## Why the most negative atom breaks the charge pattern from below

Two metals of nearly equal electronegativity should leave each other's electrons alone. Tantalum and titanium are such a pair, at about 1.5 each on the Pauling scale, so TaTi₃ ought to be one of the least polar compounds in the table. Instead its tantalum carries the most negative Bader charge of all, −2.14 e.

Intermetallics of d metals, relaxed with Ansatz 0.2.0 at the r2SCAN level (scalar-relativistic, plane-wave PAW, 500 eV cutoff, Gaussian smearing of 0.1 eV, Gamma-centred k meshes), keeping the symmetry of the starting structure. Bader charges are means over the atoms of an element, positive for loss of electrons. Valence electrons are counted by group number.

```
formula  space group  volume per atom (Å³)  shortest distance (Å)  pair at the shortest distance  valence electrons an atom       spin    k mesh  most negative Bader charge (e)  most negative element  most positive Bader charge (e)  most positive element
  TaTi3       I4/mmm                 17.54                  2.913                          Ta-Ti                       4.25       none  14×14×14                           -2.14                     Ta                            0.71                     Ti
   ScPt        Pm-3m                 17.71                  2.844                          Pt-Sc                       6.50       none  14×14×14                           -1.68                     Pt                            1.68                     Sc
   ZrOs        Pm-3m                 17.53                  2.834                          Os-Zr                       6.00       none  14×14×14                           -1.68                     Os                            1.68                     Zr
   ScIr        Pm-3m                 16.57                  2.782                          Ir-Sc                       6.00       none  14×14×14                           -1.64                     Ir                            1.64                     Sc
   TiPd         Pmma                 15.44                  2.724                          Pd-Ti                       7.00       none  10×16×10                           -1.31                     Pd                            1.31                     Ti
   NbRh       P4/mmm                 15.63                  2.787                          Nb-Rh                       7.00       none  14×14×12                           -1.03                     Rh                            1.03                     Nb
  ZrIr2        Fd-3m                 16.78                  2.611                          Ir-Ir                       7.33       none     8×8×8                           -0.87                     Ir                            1.73                     Zr
   YRh2        Fd-3m                 17.57                  2.651                          Rh-Rh                       7.00       none     8×8×8                           -0.83                     Rh                            1.66                      Y
   YMn2        Fd-3m                 20.73                  2.802                          Mn-Mn                       5.67  collinear     8×8×8                           -0.68                     Mn                            1.35                      Y
  ZrPt3        Pm-3m                 16.27                  2.844                          Pt-Zr                       8.50       none  10×10×10                           -0.66                     Pt                            1.96                     Zr
   FeIr         R-3m                 13.55                  2.640                          Fe-Ir                       8.50  collinear  18×18×18                           -0.62                     Ir                            0.62                     Fe
  TiPd3        Pm-3m                 14.75                  2.753                          Pd-Ti                       8.50       none  12×12×12                           -0.53                     Pd                            1.58                     Ti
  NbRu3        Pm-3m                 14.51                  2.738                          Nb-Ru                       7.25       none  12×12×12                           -0.45                     Ru                            1.35                     Nb
  NbCr2        Fd-3m                 13.77                  2.444                          Cr-Cr                       5.67       none  10×10×10                           -0.40                     Cr                            0.79                     Nb
   YNi5       P6/mmm                 13.25                  2.405                          Ni-Ni                       8.83  collinear    9×9×10                           -0.35                     Ni                            1.74                      Y
  ZrCu5        F-43m                 13.25                  2.827                          Cu-Cu                       9.83       none  10×10×10                           -0.33                     Cu                            1.66                     Zr
   CuPd        Pm-3m                 13.23                  2.581                          Cu-Pd                      10.50       none  14×14×14                           -0.26                     Pd                            0.26                     Cu
  CrAu4         I4/m                 17.12                  2.864                          Au-Au                      10.00  collinear  10×10×10                           -0.26                     Au                            1.03                     Cr
```

**Counting per donor.** A Bader charge comes from cutting the crystal along surfaces of minimum electron density and counting the electrons in each piece. The pieces must add up to a neutral cell, so each tantalum collects what three titanium atoms lose, and each titanium loses only 0.71 e. The partner's charge therefore mixes chemistry with stoichiometry. The charge of the positive atom, here called the donor, is the better quantity to compare.

Zirconium shows how steady that quantity can be. It loses between 1.66 and 1.96 e, whether the formula offers it one partner atom or five. The partner's charge meanwhile shrinks from −1.68 e in ZrOs to −0.33 e in ZrCu₅, because a similar loss is shared among more atoms. (The shortest distance printed for ZrCu₅ is too long, since its cell requires a Cu–Cu contact of at most about 2.4 Å; the comparison of charges doesn't use it.)

**The simple pattern.** With partners from the late d metals, groups 8 to 11, the loss depends mainly on which element is the donor. Scandium, yttrium, titanium and zirconium lose 1.7 e on average. Niobium and chromium lose less, and iron and copper less again.

The likely reason lies in how the valence electrons are held. At the start of a d series the nuclear charge felt by the valence shell is small, so the d levels lie high and the outer density is spread out and loosely bound. Towards the end of the series the d shell is deep, compact and dense. Where two such atoms meet, density should drift towards the late metal, and the minimum between them should lie closer to the early one. The Bader charge records both effects together.

This also suggests why the late partner's identity matters so little. The further the boundary moves into the donor, the more tightly held is the density it meets, so a stronger partner should gain little more. On this view the loss levels off at a value set mainly by the donor. The Bader volumes of the same calculations are compatible with this picture but don't prove it: zirconium keeps about 11 to 14 Å³ in all four of its compounds, against roughly 23 Å³ per atom in the pure metal (a rough recalled value).

**A smooth model.** If the donor alone sets its loss, the simplest description is a straight line in the donor's electronegativity $\chi_\mathrm{D}$. With $Q$ the donor's charge in e, a least-squares fit to the fifteen rows with late partners gives

$$Q = 4.37 - 2.03\,\chi_\mathrm{D}.$$

The typical miss is 0.17 e. The electronegativities are rough recalled values of two figures, and an error of 0.05 in one of them shifts $Q$ by about 0.1 e. The line therefore can't explain differences as small as those among ScPt, ZrOs and ScIr.

TaTi₃ was not part of the fit and can be worked out from it. For titanium, $Q = 4.37 - 2.03 \times 1.5 \approx 1.33$ e, and three such atoms would put about −4.0 e on tantalum. The computed −2.14 e is only about half of that. The most negative atom in the table thus breaks the pattern by being far less negative than the pattern asks.

**Three rows below the line.** NbCr₂ and YMn₂, also outside the fit, fall below the line as well. The donors lose less than the model says by 0.6 e in TaTi₃ and YMn₂ and by 0.3 e in NbCr₂. The last miss is hardly larger than the worst one inside the fit, so a comparison that needs no model is more telling. Niobium loses 0.4 e less to chromium than it does on average to rhodium and ruthenium, and titanium loses 0.7 e less to tantalum than on average to palladium. The niobium average hides a wide spread, though: the loss differs by 0.3 e between NbRh and NbRu₃, and NbCr₂ lies only 0.2 e below NbRh. Niobium alone therefore can't settle the partner's role.

What the three rows share is a partner from groups 5 to 7, called mid-series here: tantalum, chromium or manganese. Such an atom has a d shell that is far from full and lies higher in energy than that of a late metal. It pulls less strongly on the donor's outer density, so the boundary stops earlier and the donor keeps more. The Bader volume of titanium agrees: about 13 Å³ in TaTi₃ but only about 10 Å³ on average in the two palladium compounds. Volume and charge come from the same partition, so this shows where the electrons are counted, while the link to the d levels rests on theory.

The three cases don't carry equal weight. TaTi₃ is the only row with more donors than partners, so each titanium has mostly titanium around it, and this may lower its loss as well. The YMn₂ row is a ferrimagnetic state with large manganese moments, and a lower state is known to exist. Its yttrium does lose 0.3 e less than in YRh₂, which has the same space group, but this can only support the argument. NbCr₂ was computed without spin polarisation, so a magnetic state with somewhat different charges remains possible. Among the rows used in the fit, FeIr, YNi₅ and CrAu₄ are magnetic states whose stability wasn't checked. The r2SCAN functional also tends to make the moments of metallic magnets too large, which may shift the charges in all the magnetic rows.

**How much the partner counts.** The naive rule with which we began, that charge follows the difference in electronegativity, can be put to the same test. Fitted to the same fifteen rows, it errs in the opposite direction on all three exceptions, giving losses that are too small by 0.5 to 0.6 e. For titanium in TaTi₃ it leaves almost nothing, about 0.1 e. One rule ignores the partner, the other gives it as much say as the donor, and the calculation lies between them.

When donor and partner receive separate weights, the partner's electronegativity counts about a third as much as the donor's. This fit covers every row except YMn₂ and brings TaTi₃ and NbCr₂ to within about 0.1 e. Both rows were in the fit and do much to fix the partner's weight, so the agreement describes the breaks and is no independent test of their cause. The full results of the three fits are printed after this section.

The two-weight model still fails in a regular way. In the three compounds with three partner atoms per donor, ZrPt₃, TiPd₃ and NbRu₃, it gives a loss that is too small by 0.2 e on average. The titanium–palladium pair points the same way, with titanium losing 0.27 e more in TiPd₃ than in TiPd. One might think that a donor with only partner atoms as near neighbours gives up density on every side. But the donors in CrAu₄ and YNi₅ are surrounded in the same way and show no such shortfall, so the cause stays open.

**Why titanium loses anything to tantalum.** A weak partner, with few such atoms around each titanium, can account for a smaller loss than usual. It doesn't explain why 0.71 e remains between two metals of nearly equal electronegativity. Here the definition of the charge matters. A Bader boundary follows the minimum of the density, and this minimum need not lie halfway between two atoms even if neutral atoms are simply laid side by side. The 5d shell of tantalum reaches further out than the 3d shell of titanium, which probably pushes the minimum towards titanium.

The size of the effect can be checked. Tantalum's Bader volume is 30 Å³, about 12.5 Å³ more than the mean volume per atom in this crystal. Spreading its extra 2.14 electrons over that extra space gives 0.17 e/Å³, somewhat below the mean valence density of 0.24 e/Å³. A boundary shifted through ordinary metallic density would thus produce a charge of this order without any tantalum ion being formed. The estimate can't separate such a shift from a real drift of electrons towards tantalum.

The same caution applies to the strongly charged rows. In ZrOs, counting electrons by atomic orbitals (a Löwdin analysis) leaves zirconium with a charge of only about +0.2 e, where the Bader count gives +1.68 e. Osmium comes out slightly positive too, at about +0.1 e, because a quarter of an electron per cell is assigned to neither atom. The orbital count thus shows no clear transfer at all, and two definitions that disagree this much can't both be read as ionic charges. Bader charges are useful here for comparing one donor across several compounds, and poor as a measure of how ionic a single alloy is.

A neighbouring compound can be judged in the same order. The donor comes first: metals from the start of a d series generally lose the most. The partner comes second, and a mid-series metal seems to lower that loss. Stoichiometry comes last and decides how much of the total lands on each partner atom, which is how a modest loss per titanium becomes the largest negative charge in the table.

Printed output of the fit:

```
fit of q on 15 rows (late): constant 4.373 +/- 0.33, coefficient of xd -2.03 +/- 0.22; rms 0.167, worst YRh2 0.277, leave-one-out rms 0.203
  rows outside the fit (model, value, miss): TaTi3 1.328, 0.71, 0.618; YMn2 1.937, 1.35, 0.587; NbCr2 1.125, 0.79, 0.335
fit of q on 15 rows (late): constant 0.1052 +/- 0.29, coefficient of dx 1.743 +/- 0.38; rms 0.28, worst ZrCu5 -0.509, leave-one-out rms 0.336
  rows outside the fit (model, value, miss): TaTi3 0.1052, 0.71, -0.605; YMn2 0.8026, 1.35, -0.547; NbCr2 0.2796, 0.79, -0.51
fit of q on 17 rows ((gacc > 7) | (gacc < 7)): constant 3.112 +/- 0.46, coefficient of xd -2.199 +/- 0.21, coefficient of xa 0.6807 +/- 0.17; rms 0.155, worst YRh2 0.379, leave-one-out rms 0.191
  rows outside the fit (model, value, miss): YMn2 1.563, 1.35, 0.213
weight of the partner's electronegativity over that of the donor's: 0.3096
two-weight fit less table, Ti in TaTi3 (e): 0.1252
two-weight fit less table, Nb in NbCr2 (e): -0.03852
two-weight fit less table, mean of the rows with three takers per donor (e): -0.2223
mean charge of Sc, Y, Ti, Zr with late partners (e): 1.664
gain of Ti from TiPd to TiPd3 (e): 0.27
Ti in TaTi3 less mean of Ti in TiPd and TiPd3 (e): -0.735
Nb in NbCr2 less mean of Nb in NbRh and NbRu3 (e): -0.4
Y in YMn2 less Y in YRh2 (e): -0.31
charge of Ta if each Ti gave what the donor fit says (e): -3.983
Bader volume of Ta above the mean volume per atom in TaTi3 (Å³): 12.46
charge of Ta over that extra volume (e/Å³): 0.1717
mean valence density of TaTi3 (e/Å³): 0.2423
Löwdin charge of Zr in ZrOs (e): 0.1655
```
